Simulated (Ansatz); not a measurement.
Ta: energy along a strain

Ta, Im-3m, a = 3.303 Å (as given, not relaxed at this level: -3.8 GPa). Ansatz: PBEsol, PAW, 420 eV, Γ-centred 20×20×20 mesh on 1 atom, Gaussian smearing 0.15 eV; no spin polarisation. Cell vectors (Å): -1.651 1.651 1.651; 1.651 -1.651 1.651; 1.651 1.651 -1.651. The cell is strained by x per cent times the pattern (0 0 0 0 1 0) in the order xx yy zz yz xz xy (engineering shears), with fractional coordinates held. y is the free energy over the start, V0 = 18.010 Å³/atom. Symmetry makes y even in x.

| x (%) | y (meV/atom) |
| --- | --- |
| -2.00 | ? |
| -1.00 | 0.42 |
| 0.00 | 0.00 |
| 0.25 | 0.03 |
| 0.50 | 0.11 |
| 0.75 | 0.24 |
| 1.25 | 0.66 |
| 1.50 | 0.94 |
| 1.75 | 1.28 |

Q: Fit y = c2 x² + c4 x⁴ to the other rows, get the stiffness along the pattern, and predict the missing energy.

A: Least squares on the rows shown. y = 0.4246 x² − 0.002344 x⁴. The clamped-ion stiffness p·C·p = 2 × 4.246 eV × 160.2 / 18.010 Å³ = 76 GPa, which is C55 in these axes (C44 of the cubic crystal) (second derivative at the start, which stands under stress). At x = -2.00 the fit asked for gives 1.66 meV/atom. The run gave 1.68 meV/atom, so the fit is 0.02 meV/atom too low, a small miss on the scale of the series.

Spin–orbit coupling is left out, which can shift energies with elements as heavy as these.

The energy rises almost purely quadratically, so bcc Ta resists this shear throughout the sampled range. The shear stretches half of the nearest-neighbour ⟨111⟩ contacts and compresses the other half to first order, which works directly against the cohesive d bonding. With one atom per cell, at an inversion centre, there is no internal relaxation to soften the response, so the clamped-ion value is also the relaxed one.

The 76 GPa lies somewhat below the measured C44 of tantalum. Part of the shortfall probably comes from the stretched cell: expansion weakens d–d overlap, and the symmetric shear slightly reduces the volume at second order, which lowers the energy of a lattice under tension.

The negative quartic term hints at softening, but its contribution is barely larger than the rounding of the energies. The withheld point lies above the fit, which suggests that the term is overestimated. The curvature is therefore well supported, whereas the strength of the anharmonicity is not.
